Charges on two hydrogens, worked out from the other eight atoms

Hirshfeld charges in a small neutral molecule are typically tenths of an elementary charge e or less, far below formal oxidation states. In this molecule a boron atom with two OH groups is bonded to GeH, which in turn is bonded to PH₂. The question is what charge the two hydrogens on phosphorus, rows 9 and 10, carry in this LDA calculation.

Hirshfeld charges from a gas-phase Kohn-Sham DFT single point on the neutral doublet O[B](O)[GeH][PH2] (BGeH5O2P), calculated with PySCF 2.14.0 using the LDA functional (SVWN) and the def2-SVP basis. The geometry, a single conformer, comes from GFN2-xTB. Each row is one atom.

```
row  hirshfeld charge (e)  computed element
  1                -0.222                 O
  2                 0.113                 B
  3                -0.216                 O
  4                 0.052                Ge
  5                 0.000                 P
  6                 0.182                 H
  7                 0.184                 H
  8                -0.078                 H
  9                     ?                 H
 10                     ?                 H
```

The known hydrogens already differ in sign. The two on oxygen (rows 6 and 7) carry about +0.18 e, while the one on germanium (row 8) carries -0.078 e. Standard bond polarity accounts for this: oxygen pulls electrons away from hydrogen, whereas germanium attracts them slightly less strongly than hydrogen does. Phosphorus lies between germanium and oxygen in electronegativity, and much closer to germanium. Its hydrogens should therefore have charges between those two cases, nearer to the hydrogen on germanium.

The sum of the two charges follows from the way Hirshfeld charges are defined. At each point in space the electron density ρ is divided among the atoms in proportion to their free-atom densities ρ°:

w(A) = ρ°(A) / Σ ρ°(B)
q(A) = Z(A) − ∫ w(A) ρ dV

Here w(A) is the share of atom A, Z(A) its nuclear charge and q(A) the Hirshfeld charge; the sum runs over all atoms B. The shares add to one everywhere, so the charges of a neutral molecule add to zero.

The eight known charges add to +0.015 e. The two hydrogens on phosphorus must balance this, so their total is forecast as -0.015 e, within 0.005 e. That margin is the worst case for rounding ten charges to three decimals; numerical integration could add a little.

Dividing the total between the two needs a further assumption. In phosphine, PH₃, symmetry makes the hydrogens equivalent, so they share the balancing charge equally. Here both hydrogens also sit on one phosphorus atom at nearly equal bond lengths, but no symmetry makes them equivalent, and the comparison supports an equal split only as an approximation. It gives

q(H on P) ≈ -0.015 e / 2 ≈ -0.008 e

For each hydrogen I allow a range from -0.023 to +0.007 e. The width is a judgement, not a statistical error: row 10 is about 0.8 Å nearer to boron than row 9, and its surroundings may shift its charge. The direction of that shift isn't clear beforehand, so there is no forecast of which hydrogen is more negative.

A different estimate uses electronegativity alone. A straight line through the hydrogen on germanium and the mean of the two on oxygen gives about -0.04 e for each hydrogen on phosphorus. With these values the charges of the neutral molecule would add to about -0.07 e, far outside rounding. The known rows thus rule out the line as a source of numbers, though its order of germanium, phosphorus and oxygen may still hold.

The withheld rows as computed:

```
row  hirshfeld charge (e)  computed element
  9                -0.006                 H
 10                -0.008                 H
```

Both hydrogens fall inside the range, at -0.006 and -0.008 e, and both lie between the two known cases, nearer to the hydrogen on germanium. The total misses its forecast by 0.001 e, within the stated margin. Neutrality is built into the definition, so this agreement checks only the bookkeeping. The real test was the equal split, and it holds to within 0.002 e, a difference too close to the rounding to deserve a cause. The allowed range proved generous for this molecule, but one pair of hydrogens can't show how wide it should be elsewhere.

The electronegativity line makes both hydrogens too negative by about 0.03 e. In hindsight its weakness is plain: phosphorus and hydrogen attract electrons about equally, so their bond should be nearly nonpolar, yet the line gives the hydrogen a clear negative charge. One of its two anchors may also be untypical, because germanium has only three neighbours here and holds most of the unpaired electron (Hirshfeld spin 0.64). That this shifts the charge on its hydrogen is a guess, which a closed-shell germane could test.

Adding the charges by group shows how little net charge is shifted along the chain, as Hirshfeld's scheme counts it. B(OH)₂ carries +0.041 e, GeH -0.026 e and PH₂ -0.014 e, whereas a single oxygen atom carries about -0.2 e. Most of the charge separation is therefore balanced inside the groups, above all within B(OH)₂. These sums describe the finished molecule; to measure induction itself, one would have to change an end group and follow the charges.

The individual charges belong to one conformer, one functional and a small basis, and they could change with any of these, while the zero sum would remain. The scheme matters too: its reference of neutral free atoms tends to keep charges small, so values near zero don't prove that the bonds between phosphorus and hydrogen are nonpolar. Rows 9 and 10 entered neither estimate: the equal split used the eight known charges, and the line used three of them with rough electronegativities. The output below lists the sums, both estimates and their misses.

The analysis program printed:

```
Sum of the eight known charges (e): 0.015
Worst-case rounding of a sum of ten charges (e): 0.005
Forecast total of the two H on P (e): -0.015
Forecast for each H on P, equal share (e): -0.0075
Judged half-width of the range for each H on P (e): 0.015
Mean charge of H on O (e): 0.183
H on O less H on Ge (e): 0.261
Rival forecast for each H on P, electronegativity line (e): -0.04071
Charge sum of the molecule if the rival held (e): -0.06643
Bond length P to H9 (angstrom): 1.394
Bond length P to H10 (angstrom): 1.388
Distance H9 to B (angstrom): 4.556
Distance H10 to B (angstrom): 3.758
Computed charge of H9 (e): -0.006
Computed charge of H10 (e): -0.008
Miss for H9, computed less equal-share forecast (e): 0.0015
Miss for H10, computed less equal-share forecast (e): -0.0005
Computed total of the two H on P (e): -0.014
Miss of the total, computed less forecast (e): 0.001
Split, H10 less H9 (e): -0.002
Miss of the rival for H9, computed less forecast (e): 0.03471
Miss of the rival for H10, computed less forecast (e): 0.03271
Group charge of B(OH)2 (e): 0.041
Group charge of GeH (e): -0.026
Group charge of PH2, computed (e): -0.014
```
